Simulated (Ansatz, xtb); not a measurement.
Two isomers of CH7ClGeOSi

Structure a is `CO[SiH2][GeH2][Cl]`, a singlet and structure b is `CO[Si@@H](Cl)[GeH3]`, a singlet. Both are isolated molecules in the gas phase, relaxed with r2SCAN-D4/def2-SVP, each in the lowest conformer that the search found.

a (Å):

```yaml
atoms:
  - { symbol: C, position_ang: [1.0214, -2.1668, 0.2947] }
  - { symbol: Cl, position_ang: [0.2751, 0.1882, 3.1576] }
  - { symbol: Ge, position_ang: [-0.6218, 1.1948, 1.4249] }
  - { symbol: O, position_ang: [0.2135, -1.3786, -0.5610] }
  - { symbol: Si, position_ang: [-1.1610, -0.5723, -0.0916] }
  - { symbol: H, position_ang: [1.7688, -2.6855, -0.3241] }
  - { symbol: H, position_ang: [0.4252, -2.9267, 0.8333] }
  - { symbol: H, position_ang: [1.5455, -1.5484, 1.0437] }
  - { symbol: H, position_ang: [-2.1236, -1.4793, 0.6120] }
  - { symbol: H, position_ang: [-1.7763, -0.0187, -1.3291] }
  - { symbol: H, position_ang: [-1.8235, 1.9847, 1.9736] }
  - { symbol: H, position_ang: [0.4442, 2.1840, 0.9251] }
```

b (Å):

```tsv
atom	x (Å)	y (Å)	z (Å)
C	-0.6045	-1.7132	2.4521
Cl	-0.2004	1.7782	1.6660
Ge	-0.8719	0.4646	-1.6478
O	-0.6122	-1.2182	1.1248
Si	-1.2312	0.2517	0.6796
H	-1.6258	-1.7640	2.8726
H	0.0157	-1.0795	3.1099
H	-0.1813	-2.7282	2.4393
H	-2.6534	0.3777	1.1203
H	-1.3954	1.8231	-2.1357
H	0.6325	0.3807	-1.9363
H	-1.5954	-0.6489	-2.4197
```

Problem. Estimate which is lower in electronic energy at CCSD(T)/def2-SVP + ΔMP2/def2-TZVPP, and by roughly how much.

Solution. The CCSD(T)/def2-SVP + ΔMP2/def2-TZVPP calculation puts structure b lower, by 9.2 kcal/mol.

The same difference at several levels:

```csv
level,geometry,E(b) − E(a) (kcal/mol),departure from the last row (kcal/mol),"job, with rough time for the two"
GFN2-xTB,GFN2-xTB,+7.4,+16.6,"optimisation, 0.87 s"
HF/STO-3G,GFN2-xTB,−7.1,+2.1,"single point, 2.1 s"
r2SCAN-D4/def2-SVP//GFN2-xTB,GFN2-xTB,−9.2,0.0,"single point, 13 s"
r2SCAN-D4/def2-SVP,r2SCAN-D4/def2-SVP,−9.0,+0.2,"optimisation, 4.5 min"
HF/def2-SVP,r2SCAN-D4/def2-SVP,−7.3,+1.9,part of the CCSD(T) run
MP2/def2-SVP,r2SCAN-D4/def2-SVP,−9.4,−0.2,part of the CCSD(T) run
CCSD(T)/def2-SVP,r2SCAN-D4/def2-SVP,−8.8,+0.4,single point
CCSD(T)/def2-SVP + ΔMP2/def2-TZVPP,r2SCAN-D4/def2-SVP,−9.2,,"single point, 2.9 min"
```

As drawn, b has 1 Cl–Si, 1 Ge–H in place of 1 Cl–Ge, 1 Si–H.

GFN2-xTB puts the two in the other order. The largest departure from CCSD(T)/def2-SVP + ΔMP2/def2-TZVPP is that of GFN2-xTB, 16.6 kcal/mol. The last row adds to CCSD(T) the change of the MP2 difference between the two basis sets, here −0.4 kcal/mol.

With thermal terms from frequencies at re-optimised GFN2-xTB minima (ideal gas, soft modes damped towards free rotors, one conformer each, 298.15 K, 1 atm): the zero-point term adds +0.4 kcal/mol; ΔH is −8.7 and ΔG −9.3 kcal/mol.

The correlated steps freeze 21 core orbitals; the filled d shell of Ge is correlated, in a basis made for valence electrons. Mirror images aren't counted in ΔG. Codes used: Ansatz 0.2.0, xtb 6.7.1; the last row on 2 threads of AMD EPYC (Zen 3) on a shared host.

Moving chlorine from germanium to silicon, with hydrogen going the other way, lowers the energy by 9.2 kcal/mol. Silicon bonds more strongly than germanium to both chlorine and hydrogen, but its advantage is larger for chlorine, so the exchange favours Si–Cl with Ge–H. The filled 3d shell screens the germanium nucleus poorly, which makes germanium less electropositive than silicon and its bond to chlorine less polar. Donation from the methoxy oxygen into the Si–Cl antibonding orbital probably helps b further, since oxygen and chlorine share the silicon only there.

Hartree–Fock already gives −7.3 kcal/mol in the def2-SVP basis, so the preference is mostly present at the mean-field level and correlation only strengthens it. The reversed order from GFN2-xTB lies in its energies rather than its structures, because r2SCAN-D4 at the same geometries gives −9.2 kcal/mol. The total difference doesn't separate the intrinsic bond preference from the effect of placing oxygen and chlorine on one silicon.
